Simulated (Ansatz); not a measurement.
**Ligand exchange: SnH3F + B(CH3)2(SH) → SnH3(SH) + B(CH3)2F**

Gas-phase species: SnH3F `[F][SnH3]`, singlet; B(CH3)2(SH), singlet; SnH3(SH), singlet; B(CH3)2F, singlet. The partners trade F for SH: Sn–F and B–SH bonds give way to Sn–SH and B–F.

Shapes, held fixed at every level: PBE0-D4/def2-TZVP. Programs: Ansatz 0.2.0. The zero-point and thermal change to 298 K, harmonic and unscaled (PBE0-D4/def2-TZVP), is -0.3 kJ/mol.

| level | kind | ΔH(298 K) (kJ/mol) | less CCSD(T)/def2-TZVPP |
| --- | --- | --- | --- |
| HF/def2-TZVPP | Hartree–Fock | -83.4 | -13.0 |
| r2SCAN-D4/def2-TZVPP | meta-GGA | -64.9 | +5.5 |
| PBE0-D4/def2-TZVPP | global hybrid | -68.3 | +2.1 |
| wB97M-V/def2-TZVPP | range-separated hybrid | -70.1 | +0.3 |
| wB97X-V/def2-TZVPP | range-separated hybrid | -65.4 | +5.0 |
| B2PLYP/def2-TZVPP | double hybrid | -68.9 | +1.5 |
| CCSD/def2-SVP | coupled cluster or CI | -75.3 | -4.9 |
| CCSD(T)/def2-TZVPP | coupled cluster or CI | -70.4 | 0.0 |

The highest level, CCSD(T)/def2-TZVPP, gives ΔH(298 K) = -70.4 kJ/mol; the levels span -83.4 to -64.9. The column of differences is taken from that level and isn't an error. No measured value is set beside it here. For atoms past krypton def2 sets carry core potentials with scalar relativity. Outer-core shells of Sn are correlated, in sets that cover them unevenly.

Fluoride prefers boron and thiolate prefers tin: the exchange is clearly exothermic at every level, and the vibrational and thermal contribution is almost nil, so the preference is electronic. The likely main cause is the B–F bond, which combines strong polarity with donation from a fluorine lone pair into the empty boron p orbital. Sulfur can donate in the same way, but its more diffuse 3p orbital overlaps less well with boron 2p. Tin in SnH3F has no comparable low-lying empty p orbital, and its softer character suits sulfur, so giving up the strong, polar Sn–F bond is more than repaid.

Hartree–Fock makes the exchange too favourable by 13.0 kJ/mol relative to CCSD(T), so correlation stabilises the Sn–F/B–S side more. The density functionals all fall slightly on the less exothermic side, but the two range-separated hybrids differ enough that functional class alone does not set the agreement. The exchange enthalpy fixes only the balance of the four bonds, not the share due to boron or tin.
